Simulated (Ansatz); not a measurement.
# A series in volume scale on LaBPd3

Results calculated with Ansatz 0.2.0, not measured. Free energy against uniform scaling of the volume at fixed shape and fractions; periodic cell, basis, potentials, k mesh and filling as listed.

The cell before it is scaled or strained (space group Pm-3m, No. 221):
```
cell vectors (Å)
   4.2290     0.0000     0.0000
   0.0000     4.2290     0.0000
   0.0000     0.0000     4.2290
atoms (fractions of the cell vectors)
La  0.00000  0.00000  0.00000
B   0.50000  0.50000  0.50000
Pd  0.00000  0.50000  0.50000
Pd  0.50000  0.00000  0.50000
Pd  0.50000  0.50000  0.00000
```

Settings of every row: functional LDA; dispersion none; potentials PAW; wave cutoff 510 eV; density cutoff 2040 eV; k mesh 6x6x6; k shift 0x0x0; occupations fermi dirac; smearing width 0.1 eV; spin none; SCF threshold exponent -9.

Limits: coarse k mesh, up to 40 meV an atom off; stress loosely converged.

| row | volume scale | V (Å³/atom) | pressure (GPa) | energy above lowest point (meV/atom) |
| --- | --- | --- | --- | --- |
| 1 | 0.94 | 14.219 | 24.46 | 122.6 |
| 2 | 0.96 | 14.522 | ? | ? |
| 3 | 0.98 | 14.824 | 14.43 | 49.8 |
| 4 | 1 | 15.127 | 10.17 | 26.7 |
| 5 | 1.02 | 15.429 | 6.34 | 11.2 |
| 6 | 1.04 | 15.732 | 2.9 | 2.5 |
| 7 | 1.06 | 16.034 | -0.2 | 0 |

Question: what pressure and energy above lowest point should row 2 give?

Worked fit of pressure. Take u = (V_r/V)^(2/3) − 1 with V_r = 15.278 Å³ an atom, which is twice the finite (Eulerian) strain; such expansions in the strain, on which the Birch-Murnaghan equation of state is built, carry the rest volume and the bulk modulus. The shown rows have u = 0.04906, 0.02031, 0.00664, -0.00654, -0.01933, -0.03169. Least squares give pressure = 8.206 + 289.84 × u + 803.4 × u² + 851 × u³ GPa; a parabola predicts inner rows, each left out in turn, worse (root mean square 0.018 against 0.0064 GPa). All shown rows lie on it to the printed digit. The pressure vanishes at u = -0.0309, or V = 16.01 Å³ an atom, and there the bulk modulus at fixed shape and fractions is B = −V dP/dV = (2/3)(1 + u) dP/du = 157 GPa. The withheld row has u = 0.03441, so the fit gives 8.206 + 289.84 × (0.03441) + 803.4 × (0.03441)² + 851 × (0.03441)³ = 19.17 GPa.

The calculation gave 19.17 GPa. The fit meets it to the printed digit.

Worked fit of energy above lowest point. Take u = (V_r/V)^(2/3) − 1 with V_r = 15.278 Å³ an atom, which is twice the finite (Eulerian) strain; such expansions in the strain, on which the Birch-Murnaghan equation of state is built, carry the rest volume and the bulk modulus. The shown rows have u = 0.04906, 0.02031, 0.00664, -0.00654, -0.01933, -0.03169. Least squares give energy above lowest point = 18.04 + 1171.7 × u + 19219 × u² + 6925 × u³ meV/atom; a parabola predicts inner rows, each left out in turn, worse (root mean square 0.15 against 0.055 meV/atom). All shown rows lie on it to the printed digit. Its lowest point lies at u = -0.0310, or V = 16.02 Å³ an atom, and the curvature there gives the bulk modulus at fixed shape and fractions, B = (4/9)(1 + u)² E″(u)/V = 155 GPa. The withheld row has u = 0.03441, so the fit gives 18.04 + 1171.7 × (0.03441) + 19219 × (0.03441)² + 6925 × (0.03441)³ = 81.4 meV/atom.

The calculation gave 81.5 meV/atom. The fit lies 0.1 meV/atom (0.082 % of the column's range) below it, one unit of the last digit.
